## Swapping one halogen: what the correlation energy keeps and what it counts

The correlation energy is what the Hartree–Fock picture leaves out: electrons avoid each other individually, not only on average. The table follows it while one halogen, marked *, runs from fluorine to bromine in two surroundings. In the gallium frame the metal also carries H and Cl, and the molecule is planar. In the tin frame it also carries F and a lone pair, and the molecule is bent.

MP2 estimates the correlation energy from pairs of electrons. CCSD lets these pairs influence each other, and (T) adds the joint motion of three electrons. The correlation energies and the (T) term are negative in every row, so "stronger" means more negative.

Gas-phase halides of gallium and tin, computed with Ansatz 0.2.0: MP2, CCSD and CCSD(T) with the program's default frozen cores, and PBE-D4 HOMO–LUMO gaps, all in def2-TZVPP at PBE0-D4/def2-TZVP geometries, with a def2 core potential on Sn. In each frame (SMILES), * marks the halogen that is varied. Electronegativities are Pauling's.

```
formula       frame   *   Z  electronegativity  point group  mean bond of the marked atom (Å)  correlated electrons  MP2 correlation (eV)  CCSD less MP2 (eV)  (T) (eV)  (T) over CCSD correlation (%)  T1 diagnostic  PBE gap (eV)
 ClFGaH  *[GaH][Cl]   F   9              3.980           Cs                             1.744                    28                -17.99               -0.36    -0.670                           3.65         0.0132          5.59
 Cl2GaH  *[GaH][Cl]  Cl  17              3.160          C2v                             2.127                    28                -16.19               -0.81    -0.718                           4.23         0.0114          5.24
BrClGaH  *[GaH][Cl]  Br  35              2.960           Cs                             2.272                    38                -18.51               -0.52    -0.744                           3.91         0.0102          4.78
   F2Sn    *[Sn][F]   F   9              3.980          C2v                             1.932                    28                -21.99                0.32    -0.649                           3.00         0.0171          4.02
  ClFSn    *[Sn][F]  Cl  17              3.160           Cs                             2.360                    28                -20.18               -0.13    -0.694                           3.42         0.0156          3.54
  BrFSn    *[Sn][F]  Br  35              2.960           Cs                             2.515                    38                -22.47                0.17    -0.719                           3.22         0.0138          3.28
```

### 1. At equal electron count, which halogen brings more correlation, F or Cl?

Fluorine does. Replacing it by chlorine weakens the MP2 correlation by 1.80 eV in the gallium frame and by 1.81 eV in the tin frame. Both members of each pair have 28 correlated electrons, so the count cannot be the reason.

A likely explanation is the size of the valence shell. Roughly, each MP2 term takes the strength with which repulsion couples two electrons to empty orbitals, squares it and divides by an excitation energy. In the small shell of fluorine the electrons meet at short range, and the stronger repulsion outweighs the higher excitation energy. Free neon and argon atoms show the same order for their valence shells, so the effect needs no special feature of the metal–halogen bond.

### 2. Why does bromine reverse the trend?

Bromine is larger and softer than chlorine, yet the MP2 correlation becomes stronger by about 2.3 eV in both frames. Electronegativity does not explain this. It falls again from Cl to Br, and continuing the F-to-Cl slope would weaken the correlation by a further 0.44 eV.

The column of correlated electrons shows what has changed: it jumps from 28 to 38. The default frozen core leaves the filled 3d shell of bromine in the correlated space, and chlorine has no such shell. Ten more electrons bring many new pairs, both within the 3d shell and between it and the valence shell. These pairs are the expected cause of the reversal, although no calculation here freezes the 3d shell to measure its part.

If that shell were frozen, the rise should disappear, and the correlation may even weaken a little, because the valence shell of bromine is softer than that of chlorine. With added compact functions, which let the 3d electrons avoid each other better, the rise should grow. A series O, S, Se treated with the same choice of cores should turn at selenium for the same reason.

### 3. Can the gallium molecules predict the tin molecules?

If the change belongs to the halogen atom, it should be nearly the same wherever that atom sits. The simplest model therefore adds the step found in the gallium frame to the fluorine member of the tin frame. For the bromine member,

$$E_{\mathrm{MP2}}(\mathrm{BrFSn}) \approx -21.99 + 1.80 - 2.32 = -22.51\ \text{eV}.$$

The calculation gives −22.47 eV, a value that did not enter the estimate. The miss of 0.04 eV is small beside the two steps, which are each about 2 eV. It is about 8% of the net change from F to Br, because the steps largely cancel.

The corrections beyond MP2 carry over equally well, as the steps in the printed output below show. This agreement supports a change located on the halogen. It does not identify the cause inside the atom, for which the arguments of the first two answers are needed.

### 4. Does MP2 overshoot?

Compared with CCSD it does in two rows: CCSD less MP2 is positive for F2Sn and BrFSn. Compared with CCSD(T) it never does here, because (T) more than makes up the difference. MP2 recovers between 91% of the CCSD(T) correlation energy, in Cl2GaH, and 99%, in F2Sn.

The halogen matters for this shortfall too. From F to Cl, MP2 loses 0.45 eV against CCSD in both frames, and (T) also grows a little. In a compact, neon-like shell the terms beyond MP2 nearly cancel. In the softer shell of chlorine they cancel less, and their sum strengthens the correlation. The table does not show which of these terms is responsible. Chlorine thus has less correlation than fluorine, but a kind that is harder for MP2.

### 5. Does a small gap announce a large (T)?

Within each frame it seems to: from F to Br the PBE gap narrows and (T) grows. ClFGaH and ClFSn test whether this is a general rule, since they have the same halogens and the same number of correlated electrons. The gap of the tin molecule is smaller by 2.05 eV, but its (T) is larger by only 0.024 eV. The F-to-Cl slope of the gallium frame would have predicted 0.28 eV, more than ten times as much.

The metal, its basis set and the treatment of relativity change as well, and gallium binds a hydrogen where tin has a lone pair, so this pair does not isolate the effect of the gap. It does show that a slope found with one metal need not hold for another. Even the order can fail: F2Sn has a smaller gap than any gallium molecule here, yet the smallest (T) of all six. A likely reason lies in what the two quantities measure. The gap is the distance between only two orbital levels, which in F2Sn should be mainly the lone pair of tin and an empty 5p orbital. (T) sums over a great many triple excitations, and one low-lying orbital enters only some of them.

### 6. Are the bromides easier cases than the chlorides?

Two columns suggest so. From Cl to Br in the gallium frame, (T) over CCSD correlation falls from 4.23% to 3.91%, and the T1 diagnostic falls as well. The tin frame does the same. Yet (T) itself grows in both frames.

The share falls because its denominator grows in greater proportion than (T), presumably through the added correlation of the 3d shell. Dividing the (T) of BrClGaH by the CCSD correlation of Cl2GaH gives 4.4%, slightly more than the chloride's own share. This (T) also contains triples from the 3d shell, so the comparison does not show that the bromide is the harder case either. T1 behaves in a similar way. It measures the size of the single excitations, which readjust the orbitals, divided by the square root of the number of correlated electrons. Without that division it rises slightly from Cl to Br, from 0.060 to 0.063 in the gallium frame.

The fall of T1 from F to Cl is different, because the electron count stays the same. There the orbitals really need less readjustment, even though (T) grows. The two diagnostics answer different questions, and neither should be compared between rows before the electron counts have been checked.

### 7. Which digits can be trusted, and for what use?

The totals deserve the least trust. The d shells of Ga, Sn and Br are correlated in basis sets without the functions made for them, and a triple-zeta set also misses part of the valence correlation, so an MP2 value of −18.51 eV is far from converged despite its two decimals. The same doubt affects the exact sizes of the halogen steps and comparisons between the metals. ClFSn has 2.19 eV more MP2 correlation than ClFGaH, but part of this may only reflect how unequally the sets describe the two d shells. Scalar relativity is a further weakness: only tin has it, through its core potential, and the exchanges below do not test what its absence does to gallium and bromine.

Differences in which each atom keeps its kind of partner should be much safer, because most of these errors then cancel. Consider the exchange

$$\mathrm{ClFGaH} + \mathrm{ClFSn} \rightarrow \mathrm{Cl_2GaH} + \mathrm{F_2Sn}.$$

Gallium trades F for Cl while tin does the opposite. With the rounded values of the table, the MP2 correlation energy changes by $1.80-1.81=-0.01$ eV, and (T) by $-0.048+0.045=-0.003$ eV. Rounding leaves the last digit of both results uncertain, but both are clearly small. The difference between CCSD and MP2, 0.45 eV for one swap, cancels to within the digits shown. The corresponding exchange of Cl and Br cancels nearly as well, because the poorly described 3d shell stands on both sides of the equation.

For estimating how halogens distribute themselves between such metal centres, this gives a practical rule: write the reaction so that every halogen stays bound to a metal, and use the same frozen cores throughout. For the exchanges in this table, MP2 then comes within about 0.02 eV of CCSD(T) in the same basis, although the totals differ by up to 1.5 eV. Such exchanges involve little energy, however: the one written above gives only about −0.05 eV with CCSD(T), so even an error of 0.02 eV can matter.

Printed output of the fit:

```
MP2 against CCSD(T) and T1 without its normalisation:
      row  CCSD(T) less MP2 in eV  MP2 in % of CCSD(T) correlation  T1 times root of electron count
   ClFGaH                   -1.03                            94.58                          0.06985
   Cl2GaH                  -1.528                            91.38                          0.06032
  BrClGaH                  -1.264                            93.61                          0.06288
     F2Sn                  -0.329                            98.53                          0.09048
    ClFSn                  -0.824                            96.08                          0.08255
    BrFSn                  -0.549                            97.62                          0.08507
Change of MP2 correlation from F to Cl in Ga frame (eV): 1.8
Change of MP2 correlation from F to Cl in Sn frame (eV): 1.81
Change of MP2 correlation from Cl to Br in Ga frame (eV): -2.32
Change of MP2 correlation from Cl to Br in Sn frame (eV): -2.29
Ga step less Sn step for F to Cl in MP2 (eV): -0.01
Ga step less Sn step for Cl to Br in MP2 (eV): -0.03
Cl to Br step that electronegativity would predict in Ga frame (eV): 0.439
Cl to Br step that electronegativity would predict in Sn frame (eV): 0.4415
Change of CCSD less MP2 from F to Cl in Ga frame (eV): -0.45
Change of CCSD less MP2 from F to Cl in Sn frame (eV): -0.45
Change of CCSD less MP2 from Cl to Br in Ga frame (eV): 0.29
Change of CCSD less MP2 from Cl to Br in Sn frame (eV): 0.3
Change of (T) from F to Cl in Ga frame (eV): -0.048
Change of (T) from F to Cl in Sn frame (eV): -0.045
Change of (T) from Cl to Br in Ga frame (eV): -0.026
Change of (T) from Cl to Br in Sn frame (eV): -0.025
(T) of BrClGaH over CCSD correlation of Cl2GaH (%): 4.376
(T) of BrFSn over CCSD correlation of ClFSn (%): 3.54
Gap of ClFSn less gap of ClFGaH (eV): -2.05
MP2 correlation of ClFSn less that of ClFGaH (eV): -2.19
(T) of ClFSn less (T) of ClFGaH (eV): -0.024
The same (T) difference predicted from gap with F to Cl slope of Ga frame (eV): -0.2811
The same (T) difference predicted from gap with F to Cl slope of Sn frame (eV): -0.1922
Correlation coefficient of size of (T) with gap over all six rows: -0.003341
```
